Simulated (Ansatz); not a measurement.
# Exchange couplings and mean-field ordering temperature of antiferromagnetic NiO against added charge, PBE+U with U = 6 eV on Ni

A common rule of thumb says that carriers of either sign weaken the exchange of an antiferromagnetic insulator, because they gain kinetic energy by moving between parallel moments. NiO is a good test. It serves as an antiferromagnetic layer in magnetic devices and as a hole-conducting oxide, so it matters how its magnetic order responds to doping or gating. Here electrons are added or removed at fixed atomic positions, with a uniform background to balance them, and the Ni–Ni couplings are compared with those of the neutral crystal at the same level. A negative J favours opposed moments. The question is how fast the main coupling changes on each side of neutrality, and what this does to the ordering temperature.

## Method

One crystal, NiO (rocksalt, Fm-3m), in a magnetic cell of 4 atom(s), 2 counted as magnetic (Ni), from measured cells of the Crystallography Open Database; atoms are fixed. Ansatz 0.2.0, plane waves with its default PAW datasets, cutoff 420 eV, collinear spins without spin-orbit coupling, Fermi-Dirac smearing of 0.1 eV. The k mesh is 12×12×6 and the sums for the couplings run over 14×14×7. Functional: PBE with Dudarev U (eV) Ni 6. Every run keeps the antiferromagnetic pattern of signs of the first run. The couplings come from the magnetic force theorem at rigid moments: each moment turns with its exchange field frozen. Runs that did not converge or carry a known fault are not listed.

Notes on method and selection:

- J is defined by E = -sum over ordered pairs (each pair twice) of J e_i.e_j with unit vectors e, a classical Heisenberg model without biquadratic or multi-spin terms, so J > 0 favours parallel moments and the moment's size is inside J.
- All temperatures are for classical unit spins; for spin S a quantum mean-field treatment is higher by (S+1)/S. Mean field neglects fluctuations and lies above the Tyablikov (random-phase) and Monte Carlo values.
- The neutral state is the lowest of a few collinear starts and need not be the true ground state; the charged runs start from the same pattern of moments without a new comparison of orders; spin-orbit coupling is left out.
- Couplings at rigid moments can miss in size and sometimes in sign.
- The mean-field temperature is left blank where it belongs to another wavevector than in the first run.
- Ansatz's own search for a lower self-consistent state was switched off in these runs, so a run may rest in a state that is not the lowest for its pattern of moments.
- In insulators under a U, antiferromagnetic superexchange from these couplings can differ by one to four tenths from that of total energies at the same settings (constrained couplings mostly lie weaker), so a match with experiment does not fix U.
- The shells shown are the strongest of the first run whose pairs agree within a shell.
- Runs that did not converge, have known faults or may not be shown are not listed, and runs on Ansatz's PAW sets soft_1 and soft_2 are kept to separate tables.

Columns:

- added electrons (e per magnetic atom): electrons added per magnetic atom (negative: removed), balanced by a uniform background.
- moment (μB): largest spin moment inside an atomic sphere.
- gap on mesh (eV): band gap on the run's k mesh by the count of bands (negative: bands overlap, a metal; with added or removed charge a positive value does not mean an insulator, since bands are partly filled).
- J at 4.17 Å, opposed (meV): mean J of the Ni–Ni pairs of opposed moments that lie 4.17 Å apart in the first cell (6 such neighbours an atom).
- J at 5.90 Å (meV): mean J of the Ni–Ni pairs of parallel moments that lie 5.90 Å apart in the first cell (12 such neighbours an atom).
- mean-field T (K): mean-field ordering temperature, 2/(3 kB) times the largest J(q) over wavevectors and sublattice modes.

Input lines of one member:

```
magnetization:
  spin_polarized: true
kpoints:
  mp_grid: { grid: [12, 12, 6] }
  band_path:
    path:
      - [0.0, 0.0, 0.0]
      - [0.0, 0.0, -0.5]
      - [0.3125, 0.625, 0.125]
      - [0.3125, 0.6875, 0.5]
      - [0.5, 0.5, 0.5]
      - [0.0, 0.0, 0.0]
      - [0.34375, 0.6875, 0.6875]
    npoints: 11
hamiltonian:
  xc: pbe
  hubbard: { sites: [{ species: Ni, l: d, u_eff: 6.0 }] }
scf:
  occupations: { method: fermi_dirac, width: 0.1 }
  lower_state_search: "off"
output:
  write_bands: true
  eigenstates:
    nscf_kmesh: { grid: [14, 14, 7] }
    top_band: c48
    exchange_couplings: { magnetic: [{ species: Ni }], moments: rigid }
```

Command (options for logging and memory left out): `ansatz run input.yaml`

## Data

```
member   added electrons (e per magnetic atom)  moment (μB)  gap on mesh (eV)  J at 4.17 Å, opposed (meV)  J at 5.90 Å (meV)  mean-field T (K)  remark
−0.5 e   −0.50                                  1.63         −1.01             40.11                       4.544              –                 its own couplings prefer another order, at q = (0, −0.5, 0) of this cell, to which the mean-field value belongs
−0.25 e  −0.25                                  1.65         3.43              12.23                       2.109              786               its own couplings prefer another order of this cell, with the two Ni moments parallel at the same wavevector, and the mean-field value belongs to that order
−0.1 e   −0.10                                  1.66         3.27              −2.70                       0.443              –                 its own couplings prefer another order, at q = (0, −0.5, 0.43) of this cell, to which the mean-field value belongs
+0 e     0.00                                   1.66         3.15              −8.81                       −0.140             400               no Tyablikov value for a numerical reason (the zone average or the interpolation did not settle), not for instability
+0.1 e   0.10                                   1.58         3.07              −7.72                       −0.572             328               no Tyablikov value for a numerical reason (the zone average or the interpolation did not settle), not for instability
+0.25 e  0.25                                   1.45         −1.22             ?                           ?                  –
+0.5 e   0.50                                   1.24         −1.23             0.23                        −2.338             –                 its own couplings prefer another order, at q = (0, 0.21, 0.43) of this cell, to which the mean-field value belongs
```

Cells marked ? are withheld until the estimate has been made.

Least-squares fits to the members shown, with x = added electrons (e per magnetic atom); R² and errors in the fitted variable (y, or ln y where the fit is in ln y):

```
y                           members  fit                                R²    rms residual  leave-one-out rms  the same for the mean of the others
J at 4.17 Å, opposed (meV)  6        y = −6.635 − 40.29 x + 108.3 x²    0.99  1.5           2.8                20
J at 5.90 Å (meV)           6        y = −0.07956 − 6.892 x + 4.808 x²  1.00  0.13          0.27               2.6
```

## Why the values move as they do

The coupling at 4.17 Å is most negative in the neutral crystal, −8.81 meV, and every charged member shown lies above it. The two sides are very unequal. Removing 0.1 e per Ni raises J by 8.81 − 2.70 = 6.11 meV, while adding 0.1 e raises it by 8.81 − 7.72 = 1.09 meV. With 0.25 e removed, J is already 12.23 meV and favours parallel moments.

In the neutral crystal this coupling is superexchange along the straight Ni–O–Ni bridge, which favours opposed moments roughly as −t²/ΔE, with t the hopping through oxygen and ΔE the cost of moving an electron. The moments suggest where the charge goes. Removing 0.5 e lowers the Ni moment only from 1.66 to 1.63 μB, as expected if the holes sit largely on oxygen. A hole on the bridging oxygen couples to both Ni neighbours alike and so draws them parallel. Adding 0.5 e lowers the moment by 1.66 − 1.24 = 0.42 μB, which fits electrons entering the empty minority-spin e_g states of Ni. Such electrons should weaken superexchange, by filling the states it works through, and add a carrier term of the opposite sign; the two parts are not separated here.

At 5.90 Å the rule fails on the electron side. This J falls steadily from 4.544 to −2.338 meV over the members shown, and since these pairs are parallel, a negative value works against the order.

Both shells therefore lower the mean-field temperature, from 400 K in the neutral crystal to 328 K at +0.1 e. With k_B = 0.08617 meV/K, the shell at 4.17 Å accounts for 2 × 6 × 1.09 / (3 × 0.08617) = 51 K of the fall and that at 5.90 Å, which falls by 0.572 − 0.140 = 0.432 meV, for 2 × 12 × 0.432 / (3 × 0.08617) = 40 K; other shells give back about 19 K. The 786 K at −0.25 e belongs to a different order and does not continue this trend.

## Blind estimate

Plain estimates from the members shown:

- +0.25 e, fit at x = 0.25: −9.94 meV
- +0.25 e, straight-line interpolation between +0.1 e and +0.5 e: w = (0.25 − 0.10) / (0.50 − 0.10) = 0.375, so −7.72 + 0.375 × (0.23 − (−7.72)) = −4.74 meV

The quadratic fit to all members gives −9.94 meV, but its curvature is set by the steep hole side, where the carriers occupy different states. Interpolation within the electron side is the better route. The moment supports it: 1.45 μB at +0.25 e lies on the straight line between its neighbours, 1.58 − 0.375 × 0.34 = 1.45. The change of the mesh gap from 3.07 to −1.22 eV is no sign of a new state, since +0.1 e is already metallic and the column depends on how many bands are counted as filled.

A straight line from 0 to +0.5 e, a rise of 0.23 + 8.81 = 9.04 meV, can be tried on +0.1 e. It gives −8.81 + 0.2 × 9.04 = −7.00 meV, which lies 7.72 − 7.00 = 0.72 meV above the computed −7.72. The coupling thus sags below the line. For a parabola through the three electron-side members the sag scales as x(0.5 − x), which is 0.1 × 0.4 = 0.04 at +0.1 e and 0.25 × 0.25 = 0.0625 at +0.25 e. The sag at +0.25 e is thus 0.72 × 0.0625 / 0.04 = 1.1 meV. The line itself gives −8.81 + 0.5 × 9.04 = −4.29 meV there, and the estimate becomes −4.29 − 1.1 = −5.4 meV.

Three points leave a parabola no scatter of its own. The error bar is therefore the leave-one-out error of the same quadratic form over all shown members, 2.8 meV, which may be generous on the flatter electron side.

**Committed estimate, +0.25 e: J at 4.17 Å, opposed = −5.4 ± 2.8 meV.**

## The answer

```
member   added electrons (e per magnetic atom)  moment (μB)  gap on mesh (eV)  J at 4.17 Å, opposed (meV)  J at 5.90 Å (meV)  remark
+0.25 e  0.25                                   1.45         −1.22             −5.04                       −1.288             its own couplings prefer another order, at q = (0, 0.21, 0.43) of this cell, to which the mean-field value belongs
```

```
member   estimate       J at 4.17 Å, opposed (meV)  computed  estimate − computed  miss in error bars
+0.25 e  committed      −5.40                       −5.04     −0.36                0.1
+0.25 e  fit            −9.94                       −5.04     −4.90
+0.25 e  interpolation  −4.74                       −5.04     +0.30
```

The computed coupling at +0.25 e is −5.04 meV, so the estimate of −5.4 ± 2.8 meV missed by 0.36 meV and lies well inside its error bar. It did far better than the fit to all members, which missed by 4.90 meV, but no better than the straight-line interpolation, which missed by 0.30 meV. The error bar looks too wide, having been taken from the very fit that the reasoning had set aside.

Keeping to the electron side was right. The parabolic correction was too large: the sag below the line from 0 to +0.5 e is 5.04 − 4.29 = 0.75 meV, not 1.1 meV, and hardly more than the 0.72 meV at +0.1 e.

The gradual weakening fits electrons entering Ni e_g states, yet the original order is no longer the preferred one. Summed over neighbours, the shell at 4.17 Å supports it with 6 × 5.04 = 30.2 meV, while that at 5.90 Å opposes it with 12 × 1.288 = 15.5 meV. In the neutral crystal the opposing sum is only 12 × 0.140 = 1.7 meV. Competition from the farther shell thus matters as well as the loss of superexchange.

## Members off the line

Least-squares fits to the whole series, with x = added electrons (e per magnetic atom); R² and errors in the fitted variable (y, or ln y where the fit is in ln y):

```
y                           members  fit                                R²    rms residual  leave-one-out rms  the same for the mean of the others
J at 4.17 Å, opposed (meV)  7        y = −5.753 − 38.39 x + 106.3 x²    0.98  2.1           4.9                19
J at 5.90 Å (meV)           7        y = −0.04103 − 6.809 x + 4.721 x²  1.00  0.14          0.28               2.5
```

Largest departures from the fit to the whole series:

```
member   J at 4.17 Å, opposed (meV)  fit    computed − fit  in rms residuals
+0.25 e  −5.04                       −8.71  +3.67           1.7
+0 e     −8.81                       −5.75  −3.06           1.4
−0.1 e   −2.70                       −0.85  −1.85           0.9
−0.25 e  12.23                       10.49  +1.74           0.8
```

The largest departures from the parabola are +3.67 meV at +0.25 e and −3.06 meV at neutrality, 1.7 and 1.4 rms residuals. Neither marks a faulty run; they show that one parabola is the wrong shape. From neutrality to −0.1 e the coupling rises by 6.11 / 0.1 = 61 meV per e removed, but to +0.1 e by only 1.09 / 0.1 = 11 meV per e added. A smooth curve rounds off this change of slope, so it lies too high at neutrality and too low at +0.25 e. The likely reason is that holes enter oxygen-rich valence states and added electrons enter Ni states.

The value at −0.5 e deserves more caution than its small residual suggests. At 40.11 meV it is 40.11 / 8.81 = 4.6 times the neutral coupling in size, and it strongly pulls the fit. It was obtained in an imposed antiferromagnetic pattern that the couplings themselves reject. Its sign is plausible for mobile holes, but its size need not carry over to the order that such a crystal would adopt.

## Measured against computed

```
member  quantity          measured  computed  computed − measured  conditions                                                                  source
+0 e    mean-field T (K)  524       400       −124 (−23.7 %)       Neel temperature; measured transition of the real crystal, not tied to a U  [1]
```

Sources:

[1] "Observation and resonant x-ray optical interpretation of multi-atom resonant photoemission effects in O 1s emission from NiO" (2006, arXiv:cond-mat/0609101)

Only the neutral crystal has a measured row. Its computed mean-field temperature is 400 K against a Néel temperature of 524 K, a difference of −124 K or −23.7 %. The trend with charge is therefore not tested by experiment here.

The difference cannot be read directly as an error of the couplings, because the treatment of the spins changes the temperature by more than that. For Ni²⁺ with S = 1, the quantum mean-field factor (S+1)/S is 2, which gives 2 × 400 = 800 K. Fluctuations then lower the result, by roughly three tenths for a simple cubic lattice with six neighbours, which is what the shell at 4.17 Å links up, to about 0.7 × 800 = 560 K. The same couplings can thus fall below or above the measured value.

The couplings themselves can be tested against total energies. For the neutral crystal, a ferromagnetic and a second antiferromagnetic order were also computed at the same settings; they are not listed in the tables. If only the two nearest Ni–Ni shells are counted, the energies of the three orders give a coupling at 4.17 Å only slightly stronger than the −8.81 meV found at rigid moments. The difference of one to four tenths that can occur between the two methods is thus not seen here. This supports the neutral value only, since no other orders were computed for the charged members.

Agreement between two methods at one U does not show that this U is right. A smaller U would strengthen superexchange, and the treatment of the spins alone moves the temperature from below the measured value to above it. Neither the shortfall in the table nor the closer corrected figure therefore settles whether U = 6 eV is right. The measured temperature comes from a photoemission paper, which probably quotes it, and the sample is not described in the table.

## Conclusions

The rule of thumb holds for the coupling at 4.17 Å: every charged member has a less negative value than the neutral crystal, or a positive one. Holes act much more strongly than electrons: with 0.1 e removed the couplings already prefer another order, so no ordering temperature of the original order can be given on that side. Linear interpolation between neighbouring members misses by 0.3 to 0.4 meV at +0.1 and +0.25 e, but by about 1 to 2 meV at −0.25 and −0.1 e, and by 8.81 − (2.70 + 7.72) / 2 = 3.60 meV at neutrality, where the slope changes abruptly.

In units of practice, with four Ni atoms in a cube of 4.17 × 4.17 × 4.17 = 72.5 Å³, 0.1 e per Ni is 4 × 0.1 / 72.5 = 0.0055 per Å³, or about 5.5 × 10²¹ cm⁻³. Adding that many electrons lowers the classical mean-field temperature by 400 − 328 = 72 K.

Real carriers in NiO tend to localise, helped by lattice distortion and nearby defects, whereas here the atoms are fixed and the compensating charge is uniform. Bonds far from a trapped carrier would stay close to their neutral coupling, so the uniform shifts computed here could largely disappear there.

[Logs are printed without paths, hosts, clocks, repeated set-up lines and the standing remarks that a program may print on its own settings, such as how far it seeks lower states.]
